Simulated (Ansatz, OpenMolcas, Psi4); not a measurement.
A ladder of methods for GaHCl2O (SMILES [OH][Ga]([Cl])[Cl])

GaHCl2O has 5 atoms, charge 0, and is taken as a singlet. As SMILES, `[OH][Ga]([Cl])[Cl]`. Geometry: relaxed at PBE0-D4/def2-TZVP.

Each level gives the HOMO–LUMO gap (eV). The values are calculated.

```json
{"level": "BLYP/def2-SVP", "kind": "GGA", "program": "Ansatz", "value (eV)": "5.22"}
{"level": "revPBE/def2-SVP", "kind": "GGA", "program": "OpenMolcas", "value (eV)": "5.38"}
{"level": "PBE0/def2-SVP", "kind": "global hybrid", "program": "OpenMolcas", "value (eV)": "7.86"}
{"level": "r2SCAN0/def2-SVP", "kind": "hybrid meta-GGA", "program": "Ansatz", "value (eV)": "8.32"}
{"level": "CAM-B3LYP/def2-SVP", "kind": "range-separated hybrid", "program": "Ansatz", "value (eV)": "10.20"}
{"level": "wB97X-D/def2-SVP (density fitting)", "kind": "range-separated hybrid", "program": "Psi4", "value (eV)": "11.48"}
{"level": "B2PLYP/def2-SVP", "kind": "double hybrid", "program": "OpenMolcas", "value (eV)": "10.34"}
{"level": "PBE-QIDH/def2-SVP", "kind": "double hybrid", "program": "Ansatz", "value (eV)": "12.08"}
```

All-electron rows without a relativistic Hamiltonian named are non-relativistic. The values span 5.22 to 12.08 eV. Orbital gaps aren't excitation energies, and those of double hybrids come from the SCF part alone; they tend to grow with the share of exact exchange.

The gap of this molecule depends more on the functional than on anything the table reveals about its chemistry: it widens from 5.22 eV with BLYP to 12.08 eV with PBE-QIDH, probably because nonlocal exchange lowers the occupied levels while leaving the virtual ones exposed to the field of all the electrons. The fraction of exact exchange isn't the only factor, since PBE0 and r2SCAN0 share the same fraction yet give 7.86 and 8.32 eV.

Even the smallest value is wide, as expected for Ga(III) with a filled d shell and electronegative ligands. The HOMO is probably made of chlorine and oxygen lone pairs, and the LUMO of empty gallium s and p character mixed with Ga–ligand antibonding combinations. That vacant acceptor space fits the Lewis acidity of three-coordinate gallium, but the gap alone doesn't measure acid strength. With no diffuse functions in the basis, the LUMO may be an artificially confined, unbound level, so the largest gaps needn't reflect a true electron-attachment state.
